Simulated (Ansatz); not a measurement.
## Strength of the C–H bond: In(CH3)2(OH) → In(CH2)(CH3)(OH) + H

Species: In(CH3)2(OH), singlet; In(CH2)(CH3)(OH), doublet; H atom, doublet. 

Shapes, held fixed at every level: PBE0-D4/def2-TZVP. Flexible molecules stand in one conformer, not always the lowest. Programs: Ansatz 0.2.0. Electronic energies: no zero-point or thermal term.

Problem. Estimate ΔE of this reaction.

Solution. MP2/def2-TZVPP gives ΔE = +448.3 kJ/mol; the levels span +338.0 to +495.5. The median of the levels is +436.9. Hartree–Fock misses the correlation of the pair that is broken and comes out low. No measured value is set beside it here. Open shells run unrestricted unless RO is named. For atoms past krypton def2 sets carry core potentials with scalar relativity. Correlated rows may include outer-core shells of In, which these sets cover unevenly. Times are processor times on shared x86 and Arm servers, and rough.

| level | kind | ΔE (kJ/mol) | CPU time (sum over the molecules) |
| --- | --- | --- | --- |
| HF/def2-SVP | Hartree–Fock | +338.0 | – |
| SPW92/def2-TZVPP | LDA | +495.5 | 10 s |
| r2SCAN-D4/def2-TZVPP | meta-GGA | +434.0 | 39 s |
| BHLYP-D4/def2-TZVPP | global hybrid | +437.8 | 29 s |
| r2SCAN0-D4/def2-TZVPP | global hybrid | +432.7 | 42 s |
| wB97X-V/def2-TZVPP | range-separated hybrid | +449.1 | 65 s |
| CCSD(T)/def2-SVP | coupled cluster or CI | +436.0 | 96 s |
| MP2/def2-TZVPP | perturbation theory | +448.3 | – |

Leaving aside Hartree–Fock and the overbinding LDA, the levels fall between +432.7 and +449.1 kJ/mol, so breaking this C–H bond is strongly endothermic whichever correlated method or modern functional is chosen. The cost is mainly that of parting a strong, nearly nonpolar σ pair between carbon and hydrogen. The unpaired electron left behind should sit largely in a carbon 2p orbital. The formally empty 5p orbital of three-coordinate In(III) can accept some of that density, but the diffuse 5p orbital overlaps poorly with carbon 2p, so this stabilisation is probably modest.

The coupled-cluster value of +436.0 lies close to the median, but that agreement does not settle the bond energy, since the small basis probably recovers too little of the correlation energy of the C–H pair. A value towards the upper part of the cluster therefore remains plausible. Whether indium weakens the C–H bond at all relative to methane cannot be read from this reaction alone.
